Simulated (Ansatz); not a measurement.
# Ionic part of the dielectric constant of SnO₂, mode by mode

All numbers below come from Ansatz, DFT LDA, scalar-relativistic, plane waves, PAW. Settings: 420 eV plane-wave cutoff, Γ-centred 6×6×8 mesh, fixed occupations. No spin polarisation. Phonons by linear response, acoustic sum rule imposed.

The structure is tetragonal, space group P4_2/mnm (No. 136). Conventional cell: a = 4.722 Å, b = 4.722 Å, c = 3.190 Å, α = 90.00°, β = 90.00°, γ = 90.00°. Around Sn (site symmetry mmm) lie 6 O at 2.04 to 2.05 Å. Around O (site symmetry m2m) lie 3 Sn at 2.04 to 2.05 Å.

Spin–orbit coupling is left out, which matters for heavy elements. The run warned that the force constants aren't converged on this k mesh, so the frequencies and all that is formed from them are rough.

The primitive cell has V = 71.15 Å³ and ε∞,yy = 4.431. Each polar mode adds Δε = (4.92064×10⁷/V)·S/ν² along y, with S its oscillator strength in e²/amu, ν in cm⁻¹ and V in Å³.

Problem. From these modes, find each Δε and ε0,yy.
```json
{"ν (cm⁻¹)": "223.8", "S_yy (e²/amu)": "0.4215"}
{"ν (cm⁻¹)": "280.7", "S_yy (e²/amu)": "0.09849"}
{"ν (cm⁻¹)": "596.8", "S_yy (e²/amu)": "0.9647"}
```

Solution.
```
ν (cm⁻¹)    Δε
   223.8  5.82
   280.7  0.86
   596.8  1.87
```

The sum is 8.556, so ε0,yy = 12.99; the run's tensor has 12.99.

Problem. Where do the longitudinal modes lie for a wave vector along y?

Solution. At 265, 331, 733 cm⁻¹. The Lyddane–Sachs–Teller product Π(ν_LO/ν_TO)² = 2.93 matches ε0/ε∞ = 2.93.

Cost: 1 run of about 15 core-minutes, on Oxide Virtual Turin-like Processor (Zen 5) (shared hosts).

The lattice contributes more to the static response along y than the electrons do, and most of that share comes from the softest mode, at 223.8 cm⁻¹. The mode at 596.8 cm⁻¹ has the largest oscillator strength, probably because it is mainly a stretch of the polar Sn–O bonds with light oxygen moving against tin, but its stiffness limits the displacement a static field can induce. The weak mode at 280.7 cm⁻¹ suggests sublattice motions whose dipoles largely cancel.

Its longitudinal partner nevertheless appears well shifted, at 331 cm⁻¹. The macroscopic field mixes polar modes of the same symmetry, so the gap between neighbouring transverse and longitudinal frequencies doesn't measure the strength of a single transverse mode. The Lyddane–Sachs–Teller agreement shows that the harmonic description is internally consistent, not that the dielectric constant is accurate. By tetragonal symmetry the result holds equally along x, but it doesn't give the response along c, which involves a polar vibration of different symmetry.
